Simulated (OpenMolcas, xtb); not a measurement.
How methods differ on AlNH4 (SMILES [NH2][AlH2])

AlNH4: 6 atoms, total charge 0, spin state singlet. As SMILES, `[NH2][AlH2]`. Geometry: a GFN2-xTB relaxation, a rough one for these elements and not checked as a minimum.

Each level gives the vertical energy of the triplet above the singlet (eV). The values are calculated.

```
                                 level                   kind     program  value (eV)  less FCI/STO-3G  CPU time (all runs)
                              GFN0-xTB         semi-empirical         xtb        5.44            -1.76            under 2 s
                             HF/STO-3G           Hartree–Fock  OpenMolcas        6.96            -0.24                3.6 s
                          SVWN5/STO-3G                    LDA  OpenMolcas        6.71            -0.49                 12 s
                            PBE/STO-3G                    GGA  OpenMolcas        6.66            -0.54                 17 s
                         r2SCAN/STO-3G               meta-GGA  OpenMolcas        6.84            -0.36                 21 s
                         M06-2X/STO-3G        hybrid meta-GGA  OpenMolcas        7.40            +0.20                 18 s
                    CASPT2(2,2)/STO-3G         multireference  OpenMolcas        7.48            +0.28                3.5 s
                      MRCI(2,2)/STO-3G         multireference  OpenMolcas        7.24            +0.04                3.9 s
CCSD(T)/STO-3G, open shells restricted  coupled cluster or CI  OpenMolcas        7.20             0.00                5.1 s
    FCI/STO-3G, open shells restricted     exact in the basis  OpenMolcas        7.20             0.00              1.9 min
```

FCI/STO-3G, open shells restricted is exact within its basis and frozen core, so for wave-function methods in that basis the difference is their error; functionals converge differently with the basis, so for them it is only a difference. The values span 5.44 to 7.48 eV. The xTB rows lack spin polarisation, so open shells miss the exchange term that lowers them. A triplet this far above the singlet is often a Rydberg-like or dissociative state; sets without diffuse functions put Rydberg states too high. All rows use very small basis sets, so even the best lies far from the true value. CPU times are rough (shared hosts, several kinds of processor): they show what a rung costs within a factor of a few.

The singlet lies well below the triplet at every level, as expected for a closed-shell aminoalane with a strong, polar Al–N bond. The nitrogen lone pair donates only weakly into the empty aluminium 3p orbital, so the triplet probably involves promotion from the former to the latter, at the cost of separating charge against the electronegativity difference. CCSD(T) matches FCI to the printed precision, which suggests that neither state has strong multireference character. Hartree–Fock puts the gap too low, at 6.96 against 7.20 eV, because it omits the correlation of the opposite-spin pair that the triplet breaks. MRCI recovers nearly all of this from the same small active space with which CASPT2 overshoots, so the CASPT2 error probably lies in its perturbative treatment of dynamic correlation. The functionals do not rise steadily with sophistication: PBE falls slightly below LDA, and only M06-2X exceeds FCI. These vertical energies do not show how far the triplet would relax by twisting or pyramidalising.
